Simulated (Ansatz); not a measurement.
**Relative energies of C3H4F2O isomers**

2 of its isomers, all singlets with charge 0: A = `FC(F)C1CO1`; B = `CC(=O)C(F)F`.

Shapes, held fixed at every level: PBE0-D4/def2-TZVP. Flexible molecules stand in one conformer, not always the lowest. Programs: Ansatz 0.2.0.

A:

```xyz
10

F     0.0754   -2.1588    0.7711
C     0.5775   -1.0489    0.1785
F     1.1653   -1.4425   -0.9796
C    -0.5233   -0.0811   -0.1201
C    -0.2379    1.3464   -0.1657
O    -0.8825    0.7623    0.9536
H     1.3393   -0.6200    0.8379
H    -1.3464   -0.4932   -0.7004
H    -0.8602    1.9875   -0.7832
H     0.7759    1.6972    0.0109
```

B:

```xyz
10

C    -0.4572   -0.9621    0.7432
C     0.6345   -0.2608    0.0022
O     1.7752   -0.6323   -0.0597
C     0.2412    1.0294   -0.7294
F    -0.7199    0.7527   -1.6436
F    -0.2776    1.9126    0.1573
H    -0.0651   -1.8592    1.2170
H    -1.2651   -1.2196    0.0532
H    -0.8838   -0.2918    1.4938
H     1.1009    1.4800   -1.2310
```

Electronic energies in kJ/mol, without zero-point or thermal terms.

```
               level                   kind   B − A
       HF/def2-TZVPP           Hartree–Fock  -119.5
    SPW92/def2-TZVPP                    LDA   -87.2
 BHLYP-D4/def2-TZVPP          global hybrid  -110.7
  PBE0-D4/def2-TZVPP          global hybrid   -95.4
    CCSD(T)/def2-SVP  coupled cluster or CI  -118.1
  CCSD(T)/def2-TZVPP  coupled cluster or CI  -104.3
     CCSD/def2-TZVPP  coupled cluster or CI  -104.1
CCSD(T)/CBS estimate  coupled cluster or CI  -104.0
```

The highest level, CCSD(T)/CBS estimate, puts B lowest of these. All levels agree on that. The B − A difference spans -119.5 to -87.2 kJ/mol over the levels. The CBS estimate extrapolates MP2 from def2-TZVPP and def2-QZVPP and adds CCSD(T) − MP2 in the triple-zeta set, cores frozen.

Difluoroacetone lies well below its epoxide isomer, by 104.0 kJ/mol at the highest level. The ketone has a strong carbonyl π bond and no ring, whereas the oxirane has two C–O single bonds in a three-membered ring with severe angle strain and eclipsing. The electron-withdrawing CHF2 group probably narrows the gap relative to the unfluorinated pair, since it destabilises the already electron-poor carbonyl carbon.

Correlation favours the epoxide: Hartree–Fock exaggerates the ketone's advantage, and CCSD removes most of that excess, probably because electron pairs are packed more closely in the compact ring. Perturbative triples hardly matter, as expected for two closed-shell molecules without marked multireference character. The basis set matters far more. CCSD(T) in the split-valence set falls close to Hartree–Fock, which reflects basis incompleteness rather than a small correlation effect, while the triple-zeta value is already near the extrapolated one.

The energy difference gives no measure of the epoxide's kinetic persistence, as rearrangement to the ketone requires C–O cleavage and a hydrogen shift.
